**Problem: the fifth ionisation energy from hafnium to mercury**

The table gives the energy needed to take a fifth electron from fourfold charged ions of the 5d row, computed as a difference of total energies of spherical, spin-polarised, scalar-relativistic LDA ions. Z is the nuclear charge and IE the ionisation energy. ε is the Kohn-Sham eigenvalue of the highest occupied level, and "up" and "down" mark majority and minority spin. The mean radius r is the expectation value ⟨r⟩ of that level, and "computed less table" is IE minus the NIST value. Below, n = Z − 72 is the number of 5d electrons of the 4+ ion.

Fourfold charged ions from Hf to Hg in NIST's ground configurations, computed with Quantum ESPRESSO 7.5 (ld1.x) as spherical all-electron Kohn-Sham atoms. The runs use the spin-polarised, scalar-relativistic LDA (PW92) with a point nucleus and open shells filled at highest spin. The ionisation energy is the total energy of the 5+ ion less that of the 4+ ion.

| species | Z | electrons | configuration | electron removed from | ionisation energy (eV) | −ε(highest occupied) (eV) | highest level mean radius (bohr) | highest level | NIST table (eV) | kind of table value | stated uncertainty (eV) | computed less table (eV) |
| --- | --- | --- | --- | --- | --- | --- | --- | --- | --- | --- | --- | --- |
| Hf4+ | 72 | 68 | [Xe] 4f14 | 4f | 69.8910 | 58.305 | 0.66923 | 4f | 68.37 | semi-empirical | 0.04 | 1.52 |
| Ta4+ | 73 | 69 | [Xe] 4f14 5d1 | 5d | 48.0742 | 41.855 | 1.7287 | 5d up | 48.272 | semi-empirical | 0.025 | -0.198 |
| Re4+ | 75 | 71 | [Xe] 4f14 5d3 | 5d | 53.8257 | 47.138 | 1.5938 | 5d up | 51.9 | theory | 1.9 | 1.93 |
| Os4+ | 76 | 72 | [Xe] 4f14 5d4 | 5d | 56.5899 | 49.688 | 1.5332 | 5d up | 55 | theory | 1.9 | 1.59 |
| Ir4+ | 77 | 73 | [Xe] 4f14 5d5 | 5d | 59.3080 | 52.197 | 1.4773 | 5d up | 57 | theory | 1.9 | 2.31 |
| Au4+ | 79 | 75 | [Xe] 4f14 5d7 | 5d | 61.3819 | 54.117 | 1.3869 | 5d down | 60 | theory | 1.9 | 1.38 |
| Hg4+ | 80 | 76 | [Xe] 4f14 5d8 | 5d | 64.2738 | 56.777 | 1.3417 | 5d down | 61.2 | measured | 0.2 | 3.07 |

**(a) Why does the ionisation energy fall from Hf4+ to Ta4+ although a proton has been added, and what sets the rise among the ions that lose a 5d electron?**

*Solution.* The fall of 21.8 eV is a change of shell, which the table shows directly. Hf4+ has no 5d electron and must give up one of its closed 4f shell, of mean radius 0.669 bohr. Ta4+ gives up a 5d electron at 1.73 bohr, 2.6 times farther out. In the Ta4+ calculation the 5s and 5p shells have mean radii near 1.1 and 1.3 bohr, so a 4f electron sits inside these eight electrons and a 5d electron mostly outside them. The 4f electron is screened less and is closer to the nucleus, and in Ta4+ its level lies 25.4 eV below the 5d level. Hf4+ is therefore no member of the 5d trend. The straight line fitted to the 5d rows in part (b) would give it 45.3 eV, and the computed value is 24.6 eV higher.

The same picture says how fast a level sinks when a proton and a 5d electron are added together. The new electron repels a 4f electron somewhat more than it repels another 5d electron, but the new proton attracts the compact 4f orbital far more strongly than it attracts a 5d orbital. The 4f level therefore sinks faster: −ε of 4f goes from 58.3 eV in Hf4+ to 67.3 eV in Ta4+, 9 eV for one proton. For a 5d level the new electron is in the same shell, spends much of its time inside the orbit of its neighbour and cancels most of the new charge. The 5d eigenvalue sinks by only 2.5 to 2.7 eV per proton, and IE rises by 2.7 to 2.9 eV per proton, in every step except Ir→Au. Ta→Re and Ir→Au each span two protons, and the rates are per proton. The uncancelled charge also pulls the orbital in, and the 5d radius shrinks in every step, by 22 % in all from Ta to Hg.

That incomplete screening gives a rise is standard theory, but a frozen-orbital estimate of its size fails. With the orbitals of Ta4+ held fixed, the proton binds a 5d electron by about ⟨1/r⟩ (only about, because the scalar-relativistic density keeps the large components alone), which is 20.06 eV in energy units. The added electron repels it by the Slater integral F0 = 14.20 eV, less an exchange energy K = (F2 + F4)/14 = 0.90 eV for parallel spins, where F0, F2 and F4 are the radial 5d–5d repulsion integrals of that calculation. The sum 20.06 − 14.20 + 0.90 = 6.76 eV per proton is 2.4 times the fitted slope. The argument for the excess is that the 68 other electrons also contract towards the new proton and put more charge inside the 5d orbit. The contraction itself is seen from Hf4+ to Ta4+, where the 4f radius shrinks by about 5 % and the 5p radius by about 3 %, though its share of the excess is not computed here. Scalar relativity, which draws s and p shells in and so loosens d and f electrons, is contained in every row, and its share cannot be read from a single level of theory.

**(b) Ir4+ → Au4+ gains only 2.07 eV over two protons. Derive a model for this break, estimate the ionisation energy of Au4+ from its neighbours, and test the model against a smooth curve.**

*Solution.* The column of highest levels shows what changes: Ta to Ir lose a spin-up electron, Au and Hg a spin-down one. The spin-up set is full at five electrons, and the calculation imposes highest spin, so from n = 6 on the most weakly held electron has minority spin. Electrons of like spin avoid each other and gain exchange energy, and a minority electron has few like-spin partners.

In a spin-density functional the gain from polarising a shell is, to lowest order, E = −(J/4)M², with M = n↑ − n↓ and J an exchange parameter taken as constant. The contribution to IE is the energy of the 5+ ion less that of the 4+ ion.

1. For n ≤ 5, M = n falls to n − 1 and the contribution is (J/4)[n² − (n − 1)²] = (J/4)(2n − 1).
2. For n ≥ 6, M = 10 − n rises to 11 − n and the contribution is (J/4)[(10 − n)² − (11 − n)²] = (J/4)(2n − 21).
3. Both branches rise by J/2 per electron, and the second lies 20J/4 = 5J below the first.
4. The derivatives of E with respect to n↑ and n↓ are −JM/2 and +JM/2, so the down level lies JM above the up level, which gives J without any fit.

With a smooth screening term added, IE = a + b(n − 1) − s, where the step s = 5J applies to the spin-down rows only.

The estimate for gold runs as follows. In the Au5+ calculation (5d⁶, M = 4) the 5d down level lies 3.026 eV above the up level, so J = 0.757 eV and 5J = 3.78 eV. Continuing from Ir4+ with the Os→Ir rate gives 59.31 + 2 × 2.718 = 64.74 eV for an electron that kept all its partners, and 64.74 − 3.78 = 60.96 eV. The computed value is 61.38 eV, so the estimate is low by 0.42 eV. That is 0.7 % of the computed value, but about an eighth of the drop below the continued line that the model is meant to explain. No fitted constant and no IE of gold entered, but J came from one of the two gold calculations, and the result depends on that choice: with J from Ir5+ or Hg5+ the estimate would be low by 0.63 or 0.33 eV. This rough agreement supports the M² form as a description of what the functional does, and says nothing yet about real ions.

A least-squares fit of a, b and s to the six 5d rows, gold included and hafnium excluded, gives b = 2.82 eV per proton and s = 3.6 eV with a root-mean-square residual of 0.05 eV. A parabola in n without a step has as many constants, does ten times worse and misses gold by 1 eV. The step depends somewhat on how the gap is bridged. Going forward from Ir gives 64.74 − 61.38 = 3.4 eV, and going back from Au with the Au→Hg rate gives 59.31 − (61.38 − 2 × 2.892) = 3.7 eV. The same fit to −ε, where step 4 also predicts 5J, gives only 3.29 eV. The level splittings give 5J = 4.18 eV in Ta4+ and, in the 5+ ions, 4.23 eV for Re, 4.09 eV for Os, 3.99 eV for Ir, 3.78 eV for Au and 3.69 eV for Hg. J is thus not constant, and among the 5+ ions it falls along the row towards the fitted step. That these values all exceed the fitted 3.6 eV does not show a systematic overestimate, because it depends on which ions are chosen. The 4+ ions of gold and mercury are not among them, and with one more 5d electron and a more extended orbital they should have a smaller J, which could well put 5J below the fitted step. The residuals of the fit are far above the last printed digit and are real: the rate eases from 2.88 to 2.72 eV along the spin-up branch and restarts at 2.89 eV, which one slope cannot follow.

Two further checks point to exchange. The orbital hardly swells at half filling: the radius keeps falling from Ir to Au, if a little more slowly than the smooth trend suggests, and in Au5+ the up and down 5d radii differ by less than 0.01 bohr. And when the change of the exchange-correlation energy on ionisation is fitted in the same way, it carries a step of 3.9 eV, while the rest of IE follows a line of 1.73 eV per proton with a small step of opposite sign, 0.35 eV. This split supports the argument without proving it, because the straight remainder is a sum of far larger terms. The Hartree part alone changes by about 40 eV per proton and has its own kink of 12 to 17 eV, bridging the gap forward from Ir or back from Au as above, which the kinetic and nuclear terms must largely cancel.

Since s exceeds b, the model predicts an outright fall at the first spin-down electron. With the fitted a = 48.11 eV, a 5d⁶ ion at Z = 78 would have 48.11 + 5 × 2.817 − 3.59 = 58.6 eV at this level of theory, below iridium. The features follow the electron count. In the series of 5+ ions, if they fill 5d in the same way, all values are higher and both irregularities move one element to the right. The Ta5+ calculation already has 4f as its highest filled level, and the break would come on reaching Au5+. In a 3d series the more compact orbitals have larger exchange and the break should be larger, and for an f shell the same algebra gives 7J.

**(c) Why is −ε smaller than the ionisation energy in every row, and how far can the computed trend be trusted against the NIST values?**

*Solution.* By Janak's theorem ε is the derivative of the total energy with respect to the occupation f of the level, so IE is the integral of −ε as f goes from 1 to 0. The theorem is only approximate here, because the scalar-relativistic density keeps the large components alone. In LDA the energy is close to a parabola in f with curvature U. The level then sinks linearly as it is emptied, IE = −ε + U/2, and IE equals the mean of −ε in the 4+ and 5+ ions. For osmium the two values are 49.69 and 63.66 eV, whose mean of 56.67 eV is 0.08 eV above the computed IE, and gold shows the same 0.08 eV. The exact functional is linear in f and would give −ε = IE, so the gap is the standard self-interaction error of LDA, the part of an electron's repulsion with itself that local exchange fails to cancel.

A conducting sphere is a fair analogy. Its energy is quadratic in its charge, and removing one electron costs e²/2R more than the potential before removal suggests, so gap × radius would be half a hartree times a bohr, about 14 eV·bohr. Within the 5d rows the gap grows from 6.22 to 7.50 eV as the orbital shrinks, and gap × r stays between 10.1 and 10.8 eV·bohr, with the two spin-down rows at the low end. The analogy ends where other electrons respond. For hafnium the gap is the largest, 11.59 eV, yet the product is only 7.75 eV·bohr. The argued reason is that 5s and 5p electrons move in on a hole that lies inside them, and the radii agree: the 5p mean radius shrinks by about 3.2 % on ionising Hf4+, but only by about 1.5 % on ionising Ta4+. The gap is 0.88 of F0/2 for the 5d electron of tantalum but 0.58 for the 4f electron of hafnium, the latter with F0 borrowed from Ta4+.

The reference values are of unequal weight. Those for Re, Os, Ir and Au are theory with a stated uncertainty of 1.9 eV, and the differences of 1.38 to 2.31 eV are 0.7 to 1.2 times that. They cannot resolve a trend, and they cannot confirm the step, which comes out as 1.6 eV when the model is fitted to the NIST column, although a parabola without a step fits that column about as well and its rate falls from 2.00 to 1.50 to 1.20 eV per proton from Os to Hg with no restart after gold. The other three rows are sharp. From Ta to Hg the table rises by 61.2 − 48.27 = 12.9 eV and the calculation by 64.27 − 48.07 = 16.2 eV, so the computed climb is too steep by more than 3 eV.

Two missing effects must be weighed before the functional is blamed. A spherical high-spin shell resembles an average over terms of highest spin. For d² these are ³F at −8B and ³P at +7B in the Racah parameter B, with 21 and 9 states, so the average is −3.5B and the ground term lies 4.5B below it. The same holds for d³, d⁷ and d⁸, and the tantalum integrals give 4.5B = 0.44 eV. Restoring it would lower IE for Os (d⁴ → d³), raise it for Au (d⁷ → d⁶) and cancel for Re and Hg.

Spin–orbit coupling with constant ζ lowers a ground term of orbital momentum L by (L + 1)ζ/2 below half filling and by Lζ/2 above it, to first order. The shift of IE is then +1.5ζ for Ta, −0.5ζ for Os, −1.5ζ for Ir, +0.5ζ for Au and zero for Re and Hg. As a rough recalled size, ζ of 5d is a few tenths of an eV at tantalum and grows along the row. The small error of tantalum, −0.20 eV, is thus partly a cancellation. For hafnium the 4f¹³ ion is stabilised by 1.5 times the 4f constant, which has the sign needed to reduce the error of +1.52 eV. Both effects narrow the deficit between Ir and Au, so real ions should show a softer break than this calculation. First-order LS coupling is itself crude for elements this heavy. Breit and QED terms are missing too; they are expected to be small beside errors of an eV or more, though perhaps not beside that of tantalum. Finally, NIST's configurations were imposed and need not be the lowest at this level of theory, so a computed IE need not connect two computed ground states.

Mercury is the only measured value and the worst row, too high by 3.07 eV, or 5.0 % of the measured value and fifteen times its stated uncertainty. Both corrections cancel for it at first order, so they do not explain the error. Spin–orbit coupling beyond first order, which pushes a nearly full shell towards losing a 5d5/2 electron, and overbinding by spherical LDA of a nearly full d shell are plausible contributors. The first can lower IE only by something of the order of ζ, its value in the pure jj limit, and so covers a minor part of the error; the second is a guess.
